Question: I ran a bond-point analysis on the cation H₃N–CH₂–B(OH)₂⁺ and can't read the signs.

Bond critical points (QTAIM) of gas-phase H₃N–CH₂–B(OH)₂⁺ (charge +1, singlet), calculated with PySCF 2.14.0 at the B3LYP/def2-TZVP level on a GFN2-xTB geometry. The atoms are N1, C2, B3, O4, O5, H6–H8 (on N1), H9 and H10 (on C2), H11 (on O4) and H12 (on O5). The energy density is the sum of the kinetic and potential parts.

```
row  density (a.u.)  first atom  second atom  laplacian (a.u.)  ellipticity  energy density (a.u.)
  1           0.358       5.000       12.000            -2.510        0.004                 -0.692
  2           0.356       4.000       11.000            -2.502        0.002                 -0.689
  3           0.333       1.000        8.000            -1.788        0.003                 -0.488
  4           0.333       1.000        7.000            -1.781        0.003                 -0.487
  5           0.325       1.000        6.000            -1.775        0.003                 -0.484
  6           0.286       2.000        9.000            -1.017        0.053                 -0.291
  7           0.284       2.000       10.000            -0.998        0.057                 -0.288
  8           0.233       1.000        2.000            -0.506        0.073                 -0.267
  9           0.231       3.000        4.000             1.110        0.029                 -0.193
 10           0.212       3.000        5.000             0.959        0.009                 -0.173
 11           0.175       2.000        3.000            -0.319        0.007                 -0.193
 12           0.021       5.000        6.000             0.102        0.670                  0.004
```

1. Which rows are ordinary bonds?
2. Rows 8 (C–N) and 9 (B–O) have almost the same density. Are the bonds equally strong?
3. Why is the Laplacian positive for B–O but negative for B–C in row 11?
4. Can that explanation be checked by hand?
5. Does the positive sign make B–O an ionic bond?
6. Would row 12 survive a small change of geometry?

Answer:

1. Start with the energy density, the sum of the kinetic and potential energy densities at the bond point. Where it is negative, the potential part wins, as is usual when atoms share electrons. That holds for eleven rows, and these eleven bonds join the twelve atoms into one framework. Row 12, between O5 and H6, has a small positive value and only 12 % of the density of the B–C bond.

2. The density can't tell. The gap of 0.002 is as large as that between the two O–H bonds, so it deserves no interpretation. The Mayer bond order, which measures electron sharing between whole atoms, is 1.50 for this B–O bond and 0.86 for C–N. By this measure B–O shares more electrons. But the Mayer order depends on the basis set and on how electrons are assigned to atoms, and no bond energy was calculated to compare the strengths. Standard bonding theory offers a reason: oxygen lone pairs donate into the empty p orbital of planar boron. This π density vanishes in the plane of boron and its three neighbours, where the bond point lies, so it adds nothing directly to the density there.

3. The Laplacian adds up the curvatures of the density in three directions. Across a bond the density is highest on the bond path, which gives two negative terms; along the path it is lowest at the bond point, which gives a positive one. For the two bonds the sums are

B–O, row 9: 2.39 − 1.28 = 1.11
B–C, row 11: 0.37 − 0.69 = −0.32

The B–O bond is therefore not short of density gathered around its axis: its negative part is the larger of the two. What turns the sign is the steep curvature along the bond.

That steepness depends on where the point lies. Oxygen and carbon both attract electrons more strongly than boron, and in both bonds the point sits about one third of the way from boron. Because B–O is shorter, its point is 0.44 Å from the boron nucleus, against 0.53 Å in B–C. It thus lies closer to the inner shell, whose density climbs steeply towards the nucleus.

4. Yes, by a simple estimate of what boron's inner shell contributes. Describe its two 1s electrons by an exponential density with the variational exponent of a two-electron ion, ζ = 5 − 5/16 ≈ 4.7. At r = 0.44 Å = 0.83 bohr, in atomic units,

ρ = (2ζ³/π) exp(−2ζr) ≈ 66 × exp(−7.8) ≈ 0.027
curvature along r = (2ζ)² ρ ≈ 88 × 0.027 ≈ 2.4

Nothing was fitted to any row. The result matches the calculated 2.39 better than the model deserves, since it leaves out all valence electrons. For B–C, only 0.09 Å further out, the same formula gives about 0.5, so it reproduces the sharp drop. Finer differences are beyond it: for the second B–O bond, row 10, it gives 1.8 against a calculated 2.09. For C–N, with a carbon core, it gives 0.09 against a calculated 0.32: there the valence electrons dominate and the model fails. The output below lists the curvatures and estimates.

5. No, the two signs answer different questions. Call the kinetic energy density G (positive) and the potential one V (negative). The energy density is G + V, and the local virial theorem sets one quarter of the Laplacian equal to 2G + V. Whenever |V| lies between G and 2G, the energy density is negative while the Laplacian is positive. Row 9 has |V|/G = 1.41, and its high Mayer order also points to shared electrons: the bond is strongly polar, but covalent too.

6. Perhaps not. The contact closes a ring, and inside every such ring lies a ring point, where the density is lowest within the ring surface. Here it is only 0.30 Å from the bond point, and the bond point is a mere 4 % denser. A small shift of the atoms could merge the two, and both would disappear. The geometry here comes from a tight-binding model, so optimising it with B3LYP might already be such a shift. The topology allows this, because atoms − bond points + ring points − cage points must equal 1:

12 − 12 + 1 − 0 = 1
12 − 11 + 0 − 0 = 1

The attraction between N–H and oxygen need not disappear with the path. The N–H bond in the contact is 0.008 Å longer than the other two and about 2 % less dense, as a weak hydrogen bond would make it. That cause remains untested without a conformer in which the contact is broken.

For a polar bond to an atom such as boron, then, read the energy density before the Laplacian, and check how close the bond point lies to the inner shell. For a weak contact that closes a ring, check how near the ring point lies.

Output of the analysis:

```
Bond points in detail:
  row  length in A  point to less electronegative atom in A  curvature across in a.u.  curvature along in a.u.  potential to kinetic ratio  Mayer order
    1        0.958                                   0.1784                    -3.717                    1.207                       11.73        0.862
    2        0.958                                   0.1819                    -3.707                    1.205                       11.85        0.856
    3        1.025                                   0.2521                    -2.623                   0.8351                        12.9        0.885
    4        1.025                                   0.2515                    -2.617                   0.8355                       12.66        0.888
    5        1.033                                   0.2516                    -2.588                   0.8125                       13.02        0.857
    6        1.087                                    0.376                    -1.571                   0.5542                       8.918        0.955
    7        1.089                                   0.3747                    -1.545                   0.5474                       8.481        0.948
    8        1.493                                   0.5586                   -0.8215                   0.3155                         2.9        0.858
    9        1.321                                   0.4394                    -1.284                    2.394                        1.41        1.498
   10        1.354                                   0.4542                    -1.129                    2.088                       1.419         1.29
   11        1.622                                   0.5315                   -0.6926                   0.3736                       2.704        0.934
   12        2.064                                   0.8226                   -0.0404                   0.1424                       0.814        0.036
Mean density of the O-H bonds in a.u.: 0.357
Mean density of the N-H bonds in a.u.: 0.3303
Mean density of the C-H bonds in a.u.: 0.285
Number of points with negative energy density: 11
Density of the contact in percent of the B-C value: 12
Density of N-H row 5 below the mean of rows 3 and 4 in percent: 2.402
Extra length of N-H row 5 over rows 3 and 4 in A: 0.008
Density of B-O row 9 less row 10 in a.u.: 0.019
Length of B-O row 10 less row 9 in A: 0.033
Density of C-N row 8 less B-O row 9 in a.u.: 0.002
Mayer order of B-O row 9 over C-N row 8: 1.746
Boron core estimate of curvature along B-O row 9 in a.u.: 2.4
Boron core estimate of curvature along B-O row 10 in a.u.: 1.846
Boron core estimate of curvature along B-C row 11 in a.u.: 0.4694
Carbon core estimate of curvature along C-N row 8 in a.u.: 0.0924
Point to boron distance in B-C less that in B-O row 9 in A: 0.0921
Density of the contact point above the ring point in percent: 4.39
Distance from contact point to ring point in A: 0.2964
Atoms less bond points plus ring points less cage points: 1
```
